Linear electric field effect (LEFE) in EPR: Ce³⁺, Nd³⁺ and Yb³⁺ in CaWO₄

An electric field does not act on a spin directly, but at a site without an inversion centre it shifts EPR lines linearly in E. This page derives the terms, their symmetry and their size. Units: cm⁻¹ for energies, V/cm for E, mT for B, bohr (a₀) for ionic lengths. Repeated indices are summed, and e > 0.

1. Premises

(a) The ground multiplet, with fictitious spin S, lies well below all other levels, so perturbation theory gives a spin Hamiltonian.
(b) E is static and uniform, a polar vector even under time reversal Θ. B and S are axial vectors, odd under Θ.
(c) The Hamiltonian is invariant under Θ and under the point group of the site when the fields are transformed with it.
(d) CaWO₄ has the centrosymmetric scheelite structure (space group I4₁/a). The rare-earth ion replaces Ca²⁺ on a site of symmetry S₄, with the axis along c = z. The extra charge is compensated far away, so S₄ survives. The primitive cell holds two Ca sites, exchanged by inversion.

2. Allowed terms

We keep terms linear in E, at most linear in B and at most quadratic in S. A term E_i S_j is odd under Θ and drops out, and so is E_i B_j S_k S_l. Terms without S shift all levels alike. What remains is

H_LEFE = E_i (μB T_ijk B_j S_k + R_ijk S_j S_k).

The part of R antisymmetric in jk multiplies [S_j, S_k] = iε_jkl S_l, which is again a term E_i S_l, so R_ijk = R_ikj. The trace R_ijj multiplies S(S+1), a constant. For S = 1/2, S_jS_k + S_kS_j = δ_jk/2, so the whole R term is a constant. Ce³⁺ (4f¹), Nd³⁺ (4f³) and Yb³⁺ (4f¹³) have Kramers doublets lowest in S₄, and for them only T is left.

T has no such index symmetry, since B and S are different vectors. What a doublet shows follows from H = μB B·g·S. With b = gᵀB, H = μB b·S has eigenvalues ±μB|b|/2, so for B = Bn

hf = μB B (n·G·n)^½, G = g gᵀ.

Put g_jk → g_jk + E_i T_ijk. To first order in E

δG_jk = E_i Λ_ijk, Λ_ijk = T_ijl g_kl + g_jl T_ikl = Λ_ikj.

A small rotation of the fictitious spin axes changes g by gΩ with Ω antisymmetric, and gΩgᵀ + gΩᵀgᵀ = 0. So three of the nine components of δg are a choice of basis in the doublet and the six of δG are observable. Λ is written B_ijk in much of the literature. With g² = n·G·n and δ(g²) = n·δG·n,

δf/f = δ(g²)/(2g²) at fixed B, and δB/B = −δ(g²)/(2g²) at fixed f.

3. Site symmetry

Under an orthogonal operation O, E → OE, B → (det O)OB and S → (det O)OS. The factor det O enters B_jS_k and S_jS_k squared, so T, R and Λ are polar tensors of rank three, and invariance demands

T_ijk = O_il O_jm O_kn T_lmn, and likewise for R and Λ.

Three results follow.
- At an inversion centre O = −1 gives T = −T, so T = R = Λ = 0.
- R and Λ obey the conditions of the piezoelectric tensor d_ijk, also polar and symmetric in jk, and have its pattern of zeros and equalities. R is traceless in addition.
- If inversion carries site 1 into site 2, then g₂ = g₁ but T₂ = −T₁ and R₂ = −R₁. The lines coincide at E = 0, move oppositely, and split by 2|δf| ∝ E.

The number of constants is the group average of a character. With χ(O) = tr O it is ⟨χ³⟩ for a general tensor and ⟨χ·(χ² + χ(O²))/2⟩ for a jk-symmetric one.

Td. The classes 1, 8C₃, 3C₂, 6S₄, 6σd have χ = 3, 0, −1, −1, 1, so ⟨χ³⟩ = (27 − 3 − 6 + 6)/24 = 1. The C₂ axes allow only components with x, y and z once each, and C₃ and σd make these six equal. Hence

H_LEFE = μB T[Ex(BySz + BzSy) + cyclic] + R[Ex(SySz + SzSy) + cyclic].

With the spin quantised along n, ⟨M|S_jS_k + S_kS_j|M⟩ = 2M²n_jn_k + (S(S+1) − M²)(δ_jk − n_jn_k), because the transverse part is shared equally between two directions. For j ≠ k this is n_jn_k[3M² − S(S+1)], and the first-order shift of level M is {2μB B T M + R[3M² − S(S+1)]}(Ex ny nz + Ey nz nx + Ez nx ny).

S₄. The generator is (x, y, z) → (y, −x, −z), and the four elements have χ = 3, −1, −1, −1. T has (27 − 1 − 1 − 1)/4 = 6 constants. The symmetric-square characters are 6, 0, 2, 0, so Λ has (18 − 2)/4 = 4. To find them, form invariants of E_i n_j n_k. Ez changes sign, and so do nx² − ny² and nx ny, while nz² and nx² + ny² do not. Further, Ex nx nz → −Ey ny nz → Ex nx nz and Ex ny nz → Ey nx nz → Ex ny nz, so Ex nx nz − Ey ny nz and Ex ny nz + Ey nx nz are invariant. In Voigt labels (1 = xx, 2 = yy, 4 = yz, 5 = xz, 6 = xy, without factors of 2)

δG_xx = −δG_yy = Λ31 Ez, δG_xy = Λ36 Ez, δG_zz = 0,
δG_xz = Λ15 Ex + Λ14 Ey, δG_yz = Λ14 Ex − Λ15 Ey.

Let n have polar angle θ and azimuth φ, and let the in-plane field be E⊥(cos ψ, sin ψ). Inserting n gives

δ(g²) = Ez sin²θ [Λ31 cos 2φ + Λ36 sin 2φ] + E⊥ sin 2θ [Λ15 cos(φ+ψ) + Λ14 sin(φ+ψ)],
g² = g∥² cos²θ + g⊥² sin²θ.

There is no linear shift for B ∥ c. The sum φ + ψ marks the improper axis: turning E and B together about c changes the shift. For E ⊥ c, δf/f contains sin 2θ/g² = 2t/(g∥² + g⊥²t²) with t = tan θ, which peaks at t = g∥/g⊥ with the value 1/(g∥g⊥). Typical (g∥, g⊥) of (2.9, 1.4), (2.0, 2.5) and (1.05, 3.9) put the best angle at 64° for Ce, 39° for Nd and 15° for Yb.

4. Microscopic origin

Take H = H₀ + V_odd + H_E + H_Z. H₀ holds the free ion and the even crystal field, V_odd is the odd crystal field, H_E = eE·Σr for electrons of charge −e, and H_Z = g_J μB B·J within the lowest J term.

Step 1, an even operator linear in E. Let P_f project on 4fⁿ. H_E and V_odd are odd under parity, so both vanish inside 4fⁿ in first order. In second order, through states ν of opposite parity (mainly 4fⁿ⁻¹5d) at energy Δ_ν, the part linear in E is

V_el = −Σ_ν P_f [V_odd|ν⟩⟨ν|H_E + H_E|ν⟩⟨ν|V_odd] P_f / Δ_ν.

The field also displaces the ion by u ∝ E against its neighbours. The electrons then see V(r + u) ≈ V(r) + u·∇V, and the gradient of V_odd is even and acts inside 4fⁿ directly:

V_ion = P_f (u·∇V_odd) P_f.

Both parts of V_E = V_el + V_ion are odd field times applied field, vanish with V_odd and change sign with it. V_E is Hermitian and Θ-even, so it is a crystal-field operator of ranks 2, 4 and 6, apart from a constant.

Step 2, V_E alone does not split a doublet. Use ⟨a|b⟩ = ⟨Θb|Θa⟩, ΘV_E = V_EΘ and Θ² = −1. Then ⟨a|V_EΘa⟩ = ⟨V_EΘ²a|Θa⟩ = −⟨a|V_EΘa⟩ = 0, and ⟨Θa|V_EΘa⟩ = ⟨V_Ea|a⟩ = ⟨a|V_E|a⟩. In a multiplet with S ≥ 1 the rank-2 part of the projected V_E (through spin–orbit coupling where S is a true spin) is the R term.

Step 3, the cross term with the Zeeman energy. With excited crystal-field states n at Δ_n and P projecting on the doublet,

H_eff = −Σ_n P[H_Z|n⟩⟨n|V_E + V_E|n⟩⟨n|H_Z]P / Δ_n.

The operator multiplying B is Θ-odd, hence traceless on the doublet, so H_eff has the form μB B·δg·S. Since tr(S_kS_l) = δ_kl/2,

E_i T_ijk = −2g_J Σ_n tr[S_k P(J_j|n⟩⟨n|V_E + V_E|n⟩⟨n|J_j)P] / Δ_n.

This holds for all three ions: ²F5/2 for Ce, ⁴I9/2 for Nd, ²F7/2 for Yb. The scale is δg/g ~ ⟨V_E⟩/Δ_n.

5. Closed form for Ce³⁺ with E ∥ c

Here J = 5/2 and g_J = 6/7 (with g_e = 2). An even field of S₄ symmetry mixes M values that differ by 4. Take the ground doublet

|+⟩ = c|5/2⟩ + s|−3/2⟩, |−⟩ = Θ|+⟩ = c|−5/2⟩ + s|3/2⟩, c² + s² = 1,

with Θ|M⟩ = (−1)^(J−M)|−M⟩, which gives a plus sign for M = 5/2, 1/2 and −3/2. A rotation about z by γ changes the relative phase of c and s by 4γ, and we fix the x axis by making both positive; this axis is in general not the crystal a axis. The doublet |±1/2⟩ is unmixed and lies at Δ. From ⟨5/2|J₊|3/2⟩ = ⟨−3/2|J₊|−5/2⟩ = √5,

g∥ = g_J(5c² − 3s²), g⊥ = g_J p, p = ⟨+|J₊|−⟩ = 2√5 cs.

For E ∥ z, V_E changes sign under the S₄ generator as Ez does, so it changes M by ±2 (±6 is out of reach). It links |+⟩ to |1/2⟩ only, and one complex number v = ⟨1/2|V_E|+⟩ carries the effect:

|+′⟩ = |+⟩ − (v/Δ)|1/2⟩, |−′⟩ = |−⟩ − (v*/Δ)|−1/2⟩.

The elements of Jz and p do not change in first order, by the selection rule on M. A new element appears, and with ⟨1/2|J₋|3/2⟩ = ⟨−3/2|J₋|−1/2⟩ = √8,

q = ⟨+′|J₋|−′⟩ = −(v*/Δ)(s√8 + s√8) = −4√2 s v*/Δ.

On the doublet J₊ → pS₊ + q*S₋ and J₋ → pS₋ + qS₊, so Jx → (p + Re q)Sx − (Im q)Sy and Jy → (p − Re q)Sy − (Im q)Sx. Then δG_xx = −δG_yy = 2g_J² p Re q and δG_xy = −2g_J² p Im q, the S₄ pattern found above. Together,

(Λ31 + iΛ36)E = −K v/Δ, K = 16√10 g_J² c s².

For B ⊥ c the largest shift is |δf/f| = K|v|/(2g⊥²Δ) = 2√2 |v|/(√5 c Δ), at the azimuth φ₀ with tan 2φ₀ = Λ36/Λ31.

The odd field. S₄ allows no rank-1 term, because no vector is invariant. With C^k_q = (4π/(2k+1))^½ Y_kq and Condon–Shortley phases, the lowest terms are

V_odd = √(15/2)[a_c z(x² − y²) + a_s 2xyz] = r³[a_c(C³₂ + C³₋₂) + i a_s(C³₋₂ − C³₂)].

Ionic part. For u along z, u·∇V_odd = √(15/2) u[a_c(x² − y²) + a_s 2xy]. Within J = 5/2, x² − y² → α⟨r²⟩(Jx² − Jy²) and 2xy → α⟨r²⟩(JxJy + JyJx), with the Stevens factor α = −2/35. These operators are (J₊² + J₋²)/2 and (J₊² − J₋²)/2i, and ⟨1/2|J₋²|5/2⟩ = 2√10, ⟨1/2|J₊²|−3/2⟩ = 6√2. So

v_ion = √(15/2) u α⟨r²⟩[a_c(√10 c + 3√2 s) + i a_s(√10 c − 3√2 s)].

Electronic part. Put all 5d states at one energy Δ_fd, let ρ = ⟨5d|r|4f⟩, A_c,s = a_c,s⟨5d|r³|4f⟩ and κ = eEρ/Δ_fd. We need w(m′, m) = ⟨f m′|W|f m⟩ for W = U P_d C¹₀ + C¹₀ P_d U with U = C³₂ + C³₋₂. The angular integrals are ⟨d m|C¹₀|f m⟩ = √((9 − m²)/35) and, in units of 1/√315, ⟨f0|U|d±2⟩ = −√20, ⟨d0|U|f±2⟩ = 0, ⟨d1|U|f3⟩ = 5, ⟨f1|U|d−1⟩ = ⟨d1|U|f−1⟩ = −√15. Since √(315·35) = 105,

w(0, ±2) = −√20·√5/105 = −2/21, w(1, 3) = 5√8/105 = 2√2/21, w(1, −1) = −2√15·√8/105 = −4√30/105.

The j = 5/2 states are |5/2⟩ = −√(1/7)|2↑⟩ + √(6/7)|3↓⟩, |1/2⟩ = −√(3/7)|0↑⟩ + √(4/7)|1↓⟩ and |−3/2⟩ = −√(5/7)|−2↑⟩ + √(2/7)|−1↓⟩. Therefore

W₁ = ⟨1/2|W|5/2⟩ = (√3/7)w(0,2) + (√24/7)w(1,3) = 2√3/49,
W₂ = ⟨1/2|W|−3/2⟩ = (√15/7)w(0,−2) + (√8/7)w(1,−1) = −26√15/735.

W₁ comes from C³₋₂ and W₂ from C³₂, which fixes the phases in the a_s term:

v_el = −κ[A_c(cW₁ + sW₂) + iA_s(cW₁ − sW₂)].

6. Range of validity

- Linearity needs |v| ≪ Δ. Terms in E² are the same on both sites and move the centre of the pair, not the splitting.
- The form with T alone needs hf ≪ Δ. Terms such as EB³ are smaller by (hf/Δ)². The temperature must be low enough that relaxation through the excited doublets leaves the line sharp.
- Sections 2 and 3 rest on symmetry only. They fail for ions with a nearby charge compensator, whose sites have lower symmetry and more constants.
- Odd isotopes of Nd and Yb add a term E_i I_j S_k. Within one J term the hyperfine coupling is A_J I·J, so its tensor is (A_J/g_J)T_ijk. Natural Ce has no nuclear spin.
- The formula for T omits mixing with the next J term, of relative size Δ over the fine-structure interval, and the Zeeman energy within 5d, of relative size Δ/Δ_fd.
- The estimate of v is much cruder than the link between v and Λ. The rank-5 odd field (which gives a rank-4 V_ion), motion of the WO₄ groups, the local-field factor and screening by the 5s²5p⁶ shells can each change v_ion by an amount comparable with itself. The gradient of the even field adds odd terms, among them a dipolar one tied to the restoring force, which can be as large as H_E and change v_el in the same measure.
- Random internal fields from defects broaden the line through the same Λ, so the width in the ab plane follows |Λ31 cos 2φ + Λ36 sin 2φ| on top of a background.

7. Numerical illustration: a Ce³⁺ model, E ∥ c, B ⊥ c

Inputs. c² = 0.8 and s² = 0.2 are chosen to put g∥ near its typical value; they give g∥ = 2.91 and g⊥ = 1.53, which the model uses from here on. Approximate radial integrals are ρ = 0.8 a₀, ⟨5d|r³|4f⟩ = 5 a₀³ (same sign as ρ) and ⟨r²⟩ = 1.3 a₀². Δ_fd = 40 000 cm⁻¹ and the fine-structure interval 2200 cm⁻¹ are approximate. Illustrative choices are Δ = 100 cm⁻¹, A_c = A_s = 2000 cm⁻¹ (so a_c = a_s = 400 cm⁻¹/a₀³), local field equal to E, and u = 3eE/k with k = 100 N/m. Intermediate digits serve only to let the arithmetic be followed.

All values are per V/cm.
- Electronic: eEρ = 3.41×10⁻⁵ cm⁻¹, κ = 8.54×10⁻¹⁰, cW₁ + sW₂ = 0.0020, cW₁ − sW₂ = 0.1245, so v_el = −(0.003 + 0.213i)×10⁻⁶ cm⁻¹. The small real part is an accidental cancellation at this c².
- Ionic: u = 9.08×10⁻⁹ a₀, √(15/2) u α⟨r²⟩ a_c = −7.39×10⁻⁷ cm⁻¹, the brackets are 4.726 and 0.931, so v_ion = −(3.49 + 0.69i)×10⁻⁶ cm⁻¹.
- Sum: v = −(3.50 + 0.90i)×10⁻⁶ cm⁻¹, |v| = 3.61×10⁻⁶ cm⁻¹. |v_el| is 6 per cent of |v_ion|, so displacement dominates in the model.
- With K = 6.65: Λ31 = 2.3×10⁻⁷ cm/V, Λ36 = 0.6×10⁻⁷ cm/V, φ₀ = 7°.
- At c² = 0.8 the prefactor 2√2/(√5 c) equals √2, and the largest |δf/f| is 5×10⁻⁸ per V/cm.

At 9.4 GHz (hf = 0.31 cm⁻¹) the model resonates at 438 mT. A field of 10 kV/cm moves the two sites by ±5 MHz, a splitting of 10 MHz or 0.4 mT. There |v|/Δ = 4×10⁻⁴, hf/Δ = 0.003, the J-mixing ratio is 0.05 and Δ/Δ_fd = 0.0025, so these four expansions are safe.

A splitting of this size is easily hidden in an inhomogeneous line, and the spin-echo method of Mims avoids that. E is switched on only during the interval τ between the π/2 and π pulses. Static offsets refocus, the phases ±2πδf τ of the two sites do not, and the echo amplitude is their average, cos(2πδf τ). It first vanishes at δf τ = 1/4. For τ = 1 μs this needs δf = 0.25 MHz, reached in the model at 0.5 kV/cm.

These numbers are the model's, not the material's, and they scale directly with A, 1/k and 1/Δ. As typical knowledge, fractional shifts of rare-earth doublets in CaWO₄ are of order 10⁻⁷ per V/cm, so the model falls short by roughly a factor of two or somewhat more, which lies within the order-one terms left out of v_ion. The value of φ₀ only reflects the assumption a_c = a_s, whereas the cos 2φ, sin 2φ and φ + ψ dependences and the opposite signs on the two sites are fixed by symmetry.